# Adding a fraction of an electron: the analytic Fukui function and the energy curvature

Put $n$ electrons, $0\le n\le1$, into the lowest empty orbital of a molecule or a nanocrystal and let everything else relax. The first-order change of the density is the Fukui function that Parr and Yang introduced in 1984, and the second-order change of the energy is the curvature $\kappa$. Both follow from one linear-response calculation. I derive them, prove the sign of the relaxation term, and evaluate them for a silicon nanocrystal.

## Premises and conventions

I use Hartree atomic units in the derivation and eV and nm for the numbers. The variable $x=(\mathbf r,\sigma)$ includes collinear spin, $\int dx$ includes the spin sum, and $\langle a|M|b\rangle=\iint a(x)M(x,x')b(x')\,dx\,dx'$.

1. The nuclei and the external potential $v_{\rm ext}$ are fixed.
2. The energy is the Kohn-Sham expression with occupations $0\le n_i\le1$ of real orthonormal spin orbitals,
$$E=\sum_i n_i\langle\phi_i|-\tfrac12\nabla^2+v_{\rm ext}|\phi_i\rangle+E_{\rm Hxc}[\rho],\qquad \rho=\sum_i n_i\phi_i^2.\tag{1}$$
3. $E_{\rm Hxc}$ is twice differentiable at $\rho$, also for variations that change the electron number. Its derivatives are $v_{\rm Hxc}$ and the symmetric kernel $K\equiv f_{\rm Hxc}(x,x')=\delta^2E_{\rm Hxc}/\delta\rho(x)\delta\rho(x')$.
4. Only the frontier occupation $n_f=n$ varies, and the level $\varepsilon_f$ is nondegenerate within its spin channel. In each channel lower levels are full and higher ones empty.

I write $\rho_f=\phi_f^2$, $f=d\rho/dn$ and $\kappa=d^2E/dn^2$, with no factor of one half.

## Step 1. The slope

Stationarity of (1) under a rotation that mixes $\phi_i$ and $\phi_j$ gives $(n_i-n_j)\langle\phi_i|h|\phi_j\rangle=0$, with $h=-\tfrac12\nabla^2+v_{\rm ext}+v_{\rm Hxc}$. Orbitals of equal occupation can be rotated freely, so we choose $h\phi_i=\varepsilon_i\phi_i$ for all $i$. Since $E$ is stationary in the orbitals, only the explicit dependence on $n$ survives in the total derivative:
$$\frac{dE}{dn}=\langle\phi_f|-\tfrac12\nabla^2+v_{\rm ext}|\phi_f\rangle+\int v_{\rm Hxc}\,\rho_f\,dx=\varepsilon_f.\tag{2}$$
This is Janak's theorem of 1978, and it gives $\kappa=d\varepsilon_f/dn$.

## Step 2. Differentiating the self-consistent equations

A prime denotes $d/dn$. Only $v_{\rm Hxc}$ in $h$ depends on $n$, through the density, so the chain rule gives
$$v'(x)=\int K(x,x')f(x')\,dx',\qquad v'=Kf.\tag{3}$$
Differentiate $h\phi_i=\varepsilon_i\phi_i$ to get $(h-\varepsilon_i)\phi_i'=-(v'-\varepsilon_i')\phi_i$. Projection on $\phi_i$ and on $\phi_j$, with $\langle\phi_i|\phi_i'\rangle=0$ from normalisation, yields
$$\varepsilon_i'=v'_{ii},\qquad \phi_i'=\sum_{j\ne i}\phi_j\frac{v'_{ji}}{\varepsilon_i-\varepsilon_j},\qquad v'_{ji}=\int\phi_j\phi_i\,v'\,dx.\tag{4}$$
Now differentiate the density, $f=\rho_f+2\sum_i n_i\phi_i\phi_i'$. Insert (4) and collect the terms $(i,j)$ and $(j,i)$, which share the product $\phi_i\phi_jv'_{ij}$ and have opposite denominators:
$$f=\rho_f+\chi_0v',\qquad \chi_0(x,x')=2\sum_{i<j}\frac{n_i-n_j}{\varepsilon_i-\varepsilon_j}\,\phi_i\phi_j(x)\,\phi_i\phi_j(x').\tag{5}$$
Only pairs of the same spin appear, because $v'$ does not flip spin. Pairs of equal occupation drop out, so degeneracies among full or among empty levels do no harm.

**Question.** *Why "at fixed occupations"? Is this not the usual static response function?*

For a gapped system at integer filling it is the usual one. At fractional $n$ the frontier orbital acts as an acceptor with weight $1-n$ and as a donor with weight $n$. Absent are the diagonal terms $\phi_i^2\,\delta n_i$ of a smeared or finite-temperature calculation, where the occupations follow the eigenvalues. Here the occupation is the independent variable, and its change is the source term $\rho_f$.

## Step 3. The Fukui function

Combining (3) and (5) gives $f=\rho_f+\chi_0Kf$. If $1-\chi_0K$ is invertible, which Step 5 ties to stability,
$$f=(1-\chi_0K)^{-1}\rho_f.\tag{6}$$
Define the interacting response $\chi=(1-\chi_0K)^{-1}\chi_0$, which obeys $\chi=\chi_0+\chi_0K\chi$. Then $(1-\chi_0K)(1+\chi K)=1-\chi_0K+\chi_0K=1$, so the inverse in (6) is $1+\chi K$ and
$$f=\rho_f+\chi K\rho_f.\tag{7}$$
The second term is the relaxation: the fully screened response to the bare potential $K\rho_f$ of the frontier charge. It carries no net charge. Orthogonality gives $\int\phi_i\phi_j\,dx=0$ for $i\ne j$, hence $\int\chi_0(x,x')\,dx=0$. Because $\chi=\chi_0(1+K\chi)$ has $\chi_0$ as its left factor, $\int\chi(x,x')\,dx=0$ as well. Therefore
$$\int\chi K\rho_f\,dx=0,\qquad\int f\,dx=1.\tag{8}$$
The argument holds in each spin channel separately: the opposite spin density is reshaped and keeps its electron count. A nonzero function with zero integral takes both signs, so $f$ can be negative where $\rho_f$ is small.

## Step 4. The curvature

Equations (2), (4), (3) and (7) in sequence give
$$\kappa=\frac{d\varepsilon_f}{dn}=\langle\rho_f|K|f\rangle=\langle\rho_f|K+K\chi K|\rho_f\rangle.\tag{9}$$
The first term, $\kappa_0=\langle\rho_f|K|\rho_f\rangle$, is the curvature with frozen orbitals, since (1) is then linear in $n$ apart from $E_{\rm Hxc}$. Where $K$ is invertible, $K+K\chi K=K(1-\chi_0K)^{-1}=(K^{-1}-\chi_0)^{-1}$.

As a cross-check, perturb $v_{\rm ext}$ at fixed $n$. The Kohn-Sham potential changes by $(1+K\chi)\delta v$, so $\delta\varepsilon_f=\langle\rho_f|1+K\chi|\delta v\rangle$. With $K$ and $\chi$ symmetric (for $\chi$ see Step 5), $\delta\varepsilon_f/\delta v=\rho_f+\chi K\rho_f=f$. The mixed second derivative of $E$ with respect to $n$ and $v_{\rm ext}$ is the same in either order, as it must be.

## Step 5. The sign of the relaxation term

Label by $p=(i,j)$ the same-spin pairs with $n_i>n_j$, and set $b_p=\phi_i\phi_j$ and
$$D_p=\frac{\varepsilon_j-\varepsilon_i}{2(n_i-n_j)}>0.$$
Then (5) reads $\chi_0=-BD^{-1}B^T$, where the columns of $B$ are the $b_p$. Try $\chi=-BMB^T$ in $\chi=\chi_0+\chi_0K\chi$. It holds if $M=D^{-1}-D^{-1}\tilde KM$ with $\tilde K=B^TKB$, that is $M^{-1}=H\equiv D+\tilde K$. So
$$\chi=-BH^{-1}B^T,\qquad\kappa=\kappa_0-g^TH^{-1}g,\qquad g_p=\langle b_p|K|\rho_f\rangle.\tag{10}$$
$H$ is symmetric, and so is $\chi$. To identify $H$, rotate each pair by a small angle, $\phi_i\to\phi_i+\theta_p\phi_j$, $\phi_j\to\phi_j-\theta_p\phi_i$. To first order the density changes by $u_pb_p$ with $u_p=2(n_i-n_j)\theta_p$. The eigenvalue sum rises by $(n_i-n_j)(\varepsilon_j-\varepsilon_i)\theta_p^2=\tfrac12D_pu_p^2$. It has no cross terms between pairs, or between $\theta_p$ and $\delta n$, because $h$ and the occupation matrix are both diagonal. The kernel adds $\tfrac12\langle\delta\rho|K|\delta\rho\rangle$ with $\delta\rho=\rho_f\delta n+Bu$. The second-order energy is
$$E^{(2)}=\tfrac12\kappa_0\,\delta n^2+\delta n\,g^Tu+\tfrac12u^THu.\tag{11}$$
Thus $H$ is the Hessian for real orbital rotations. Its stationary point is $u=-H^{-1}g\,\delta n$, which reproduces (7) through $Bu$ and (10) on substitution, a second derivation of both results. If the self-consistent solution is a true minimum at fixed occupations, $H$ is positive definite, $\chi$ is negative semidefinite, and $\kappa\le\kappa_0$, with equality only for $g=0$.

**Question.** *So relaxation always lowers the curvature?*

Only at a stable solution. $D>0$ is not enough, because the exchange-correlation part of $\tilde K$ can be negative. On a saddle point, for instance a solution unstable towards spin polarisation or charge localisation, $H$ has a negative eigenvalue and the sign is open. At the onset of the instability $H$ is singular, and (6) diverges if $g$ couples to the soft mode.

**Question.** *Does it follow that $\kappa$ is positive?*

Not in general. It does for the pure Hartree kernel $K=v=1/|\mathbf r-\mathbf r'|$ acting on the spin-summed density: $v^{-1}$ is positive definite and $-\chi_0$ positive semidefinite, so $(v^{-1}-\chi_0)^{-1}$ is positive and $0<\kappa\le\kappa_0$.

**Question.** *The exact energy is piecewise linear in the electron number. What does (9) mean then?*

Perdew, Parr, Levy and Balduz showed in 1982 that the exact ensemble energy is linear between integers. There $\kappa=0$ and $f=\rho_{N+1}-\rho_N$, so the exact kernel must cancel the screened Hartree term in (9). At an integer premise 3 fails, and only one-sided limits exist. A local or semilocal kernel has no long-range part with which to cancel, so for LDA or GGA the diagonal $\kappa$ measures a departure from the exact behaviour. Note also that a kernel known only for charge-conserving variations is fixed up to $a(x)+a(x')$. This leaves $\tilde K$ and $\chi$ alone, since $\int b_p\,dx=0$, but changes $f$ by $\chi a$ and changes $\kappa$. Hence the last clause of premise 3.

## A silicon nanocrystal

Split $K=v+f_{\rm xc}$:
$$K+K\chi K=W+\left[f_{\rm xc}+f_{\rm xc}\chi v+v\chi f_{\rm xc}+f_{\rm xc}\chi f_{\rm xc}\right],\qquad W=v+v\chi v.\tag{12}$$
$W$ is the screened interaction of two test charges, built with the full $\chi$, so on scales well above a bond length it is the Green function of macroscopic electrostatics. The model keeps $W$ and drops the bracket, whose size I estimate below. Take a sphere of radius $R$ and permittivity $\epsilon$ in a medium $\epsilon_{\rm out}$, and evaluate at $n\to0^+$ with a spherical, cell-averaged $\rho_f$ confined to $r<R$.

Let $Q(r)$ be the part of $\rho_f$ inside radius $r$. Gauss's law gives the displacement $Q/r^2$ and the field $Q/(\epsilon(r)r^2)$. Integration by parts turns $\int\rho_fV\,d^3r$ into the volume integral of field times displacement over $4\pi$:
$$\kappa=\int_0^\infty\frac{Q^2}{\epsilon(r)r^2}\,dr=\frac1\epsilon\int_0^R\frac{Q^2}{r^2}\,dr+\frac1{\epsilon_{\rm out}R}.$$
Setting both permittivities to one gives the frozen value, $\kappa_0\equiv c/R$, so the inner integral is $(c-1)/R$. With units restored,
$$\kappa=\frac{e^2}{4\pi\epsilon_0R}\left[\frac1{\epsilon_{\rm out}}+\frac{c-1}{\epsilon}\right].\tag{13}$$
For the hard-wall $1s$ envelope, $\rho_f=\sin^2(\pi r/R)/(2\pi Rr^2)$ and $Q=s-\sin(2\pi s)/2\pi$ with $s=r/R$. Expanding the square in $\int_0^1Q^2s^{-2}ds$ gives $1-{\rm Si}(2\pi)/\pi+{\rm Si}(4\pi)/2\pi$, where Si is the sine integral. With $I_4={\rm Si}(2\pi)-\tfrac12{\rm Si}(4\pi)=0.6721$,
$$c=2-I_4/\pi=1.786.$$
The divergence of the field gives the total charge. In vacuum the field is $Q/(\epsilon r^2)$ inside and jumps to $1/R^2$ at the surface, so
$$f=\frac{\rho_f}{\epsilon}+\left(1-\frac1\epsilon\right)\frac{\delta(r-R)}{4\pi R^2}.\tag{14}$$
The relaxation part, $-(1-1/\epsilon)\rho_f$ inside plus the shell, integrates to zero. A shell of unit charge has the potential $1/R$ inside, so $\langle\rho_f|v|f\rangle=c/(\epsilon R)+(1-1/\epsilon)/R$, which is (13) for $\epsilon_{\rm out}=1$.

**Question.** *I expected a curvature of order $e^2/\epsilon R$ with the permittivity of silicon.*

That scale governs only the interior term. By (8) the particle cannot screen away its net charge and can only move it to the surface, so the leading term contains $\epsilon_{\rm out}$. The form $c\,e^2/(4\pi\epsilon_0\epsilon R)$ is recovered when the surroundings screen as well as silicon does.

**Numbers.** The nuclei are clamped, so the high-frequency constant applies: $\epsilon=11.85$, a compiled value (Skelton 2020). Take $R=1.5$ nm, which with a typical lattice constant $a=0.543$ nm and eight atoms per cell holds about 706 atoms. With $e^2/4\pi\epsilon_0=1.440$ eV nm the unit in (13) is 0.960 eV, the frozen curvature is $\kappa_0=1.71$ eV, and the interior term is 0.064 eV. For silicon dioxide, the matrix of a nanocrystal memory, I take approximate permittivities of 2.1 (electronic) and 3.9 (static).

| surroundings | $\epsilon_{\rm out}$ | outer term (eV) | $\kappa$ (eV) |
|---|---|---|---|
| vacuum | 1 | 0.960 | 1.02 |
| oxide, ions clamped | 2.1 | 0.457 | 0.52 |
| oxide, ions relaxed | 3.9 | 0.246 | 0.31 |
| matched medium | 11.85 | 0.081 | 0.14 |

In vacuum the relaxation term is $-0.69$ eV. Of the added charge 8.4 per cent stays in the envelope and 91.6 per cent appears at the surface. The third row relaxes premise 1: nuclear displacements join $u$ in (11), the minimisation runs over a larger space, and $\kappa$ falls further if the structure is stable. Silicon itself has no infrared-active zone-centre phonon, so its $\epsilon$ stays.

With constant $\kappa$, $E(n)=E(0)+\varepsilon_f(0)n+\tfrac12\kappa n^2$. A semilocal curve then sags below the straight line by $\tfrac12\kappa n(1-n)$, at most $\kappa/8=0.13$ eV in vacuum, and the total-energy electron affinity is $-\varepsilon_f(0)-\kappa/2$, with $\kappa/2=0.51$ eV.

**Question.** *Is this number then purely an artefact?*

The same-spin element is. Steps 2 to 4 also give the mixed derivative $\kappa_{\uparrow\downarrow}=\langle\rho_{f\uparrow}|K+K\chi K|\rho_{f\downarrow}\rangle$, whose $W$ part is again (13). For a quadratic $E(n_\uparrow,n_\downarrow)$ with equivalent spins, $E(1,1)+E(0,0)-2E(1,0)=\kappa_{\uparrow\downarrow}$. This is the charging energy for the second electron, a physical quantity, which the exact theory displays as a jump of slope at the integer.

**Question.** *How large is what you dropped?*

- *Exchange-correlation.* Local exchange, $-\tfrac34(6/\pi)^{1/3}\rho_\sigma^{4/3}$ per volume, gives $f_x^{\sigma\sigma}=-\tfrac13(6/\pi)^{1/3}\rho_\sigma^{-2/3}\delta(\mathbf r-\mathbf r')$. At the mean valence density $\rho_\sigma=16/a^3=0.01481$ bohr$^{-3}$ the prefactor is $-6.86$ hartree bohr$^3$. For the envelope $\int\rho_f^2\,d^3r=I_4/R^3$ with $R=28.35$ bohr, so the first term of the bracket is $-5.5$ meV. This sets the scale of the other bracket terms and of the Coulomb terms within a cell, which all fall as $R^{-3}$. A factor of three from the cell-periodic structure would leave it below 0.02 eV.
- *Dependence on $n$.* The added electron changes $\kappa$ by $-6n\sum_a|V_{fa}|^2/(\varepsilon_a-\varepsilon_f)$ to first order, where $V=W\rho_f$ and $a$ runs over the empty levels. The new pairs $(f,a)$ in $\chi_0$ supply $-2n$ of the prefactor. The other $-4n$ comes from $\rho_f$ itself, which by (4) changes by $-2n\,\phi_f\sum_a\phi_aV_{af}/(\varepsilon_a-\varepsilon_f)$ in both the bra and the ket of (9). For one empty level a distance $\Delta$ above, minimising $n\Delta\theta^2+2n^2V_{fa}\theta$ gives $-n^3V_{fa}^2/\Delta$, whose second derivative confirms the factor. The sum of $|V_{fa}|^2$ is at most the variance of $V$, which is at most a quarter of its squared range. The range is $V(0)-V(R)=(\langle R/r\rangle-1)\,e^2/(4\pi\epsilon_0\epsilon R)$ with $\langle R/r\rangle-1=1.438$, that is 0.116 eV. A spherical $V$ couples only $s$ envelopes, the nearest lying $3\pi^2\hbar^2/2m^*R^2=1.93$ eV higher for a typical $m^*=0.26\,m_e$. The magnitude at $n=1$ is below 11 meV.
- *Permittivity.* The compiled static value 11.7 (Ioffe Institute) raises $\kappa$ by 0.8 meV. Confinement weakens the screening, and an illustrative $\epsilon=8$ raises $\kappa$ by 0.031 eV.
- *Envelope.* A uniform charge has $c=6/5$, a shift of $-0.047$ eV.
- *Radius.* Moving the boundary out by 0.1 nm shifts the vacuum value by $-0.064$ eV.

The last three shifts rival the interior term itself, so that term is known only roughly, and the model's results are $\kappa\approx1.0$ eV in vacuum, 0.5 eV in clamped oxide and 0.3 eV in relaxed oxide. A dot in a gate stack lies lower than the last value. A conducting plane at $d=3$ nm from the centre adds the image term $-e^2/(4\pi\epsilon_0\epsilon_{\rm out}2d)=-0.062$ eV at leading order, leaving 0.25 eV, and a second electrode lowers it further.

## Range of validity

Equations (6) to (10) are exact for the functional (1) under premises 1 to 4, at each $n$ along one smooth self-consistent branch. The inequality $\kappa\le\kappa_0$ needs in addition $H>0$. At integer filling there are two one-sided results, one built on the LUMO and one on the HOMO.

A degenerate frontier level requires first choosing the combination, or the ensemble, that is occupied. This matters in silicon, whose six conduction valleys give close-lying levels. Their pair terms in $\chi_0$ carry the factor $n$ and vanish at $n\to0^+$, but they have small denominators at finite $n$ and can favour a state of lower symmetry. The outer term of (13) does not depend on that choice.

Local kernels grow as $\rho_\sigma^{-2/3}$ in the tail. With orbitals decaying as $e^{-kr}$, $k=\sqrt{2|\varepsilon|}$, the integrand $\rho_f^2\rho_\sigma^{-2/3}$ at $n\to0^+$ decays only if $4k_L>\tfrac43k_H$, that is $|\varepsilon_L|>|\varepsilon_H|/9$ for the LUMO and HOMO of that spin. In an empty spin channel the exchange energy scales as $n^{4/3}$, and $\kappa$ diverges as $-n^{-2/3}$. Hybrid functionals keep the structure of (10) and (11), but their kernel acts on the density matrix, so $\chi_0(x,x')$ must be replaced by its four-point form. Equations (13) and (14) need $R$ well above a bond length, a frontier state spread through the core and not bound to a surface defect, and a semilocal functional. As $R\to\infty$ the semilocal curvature vanishes as $1/(\epsilon_{\rm out}R)$.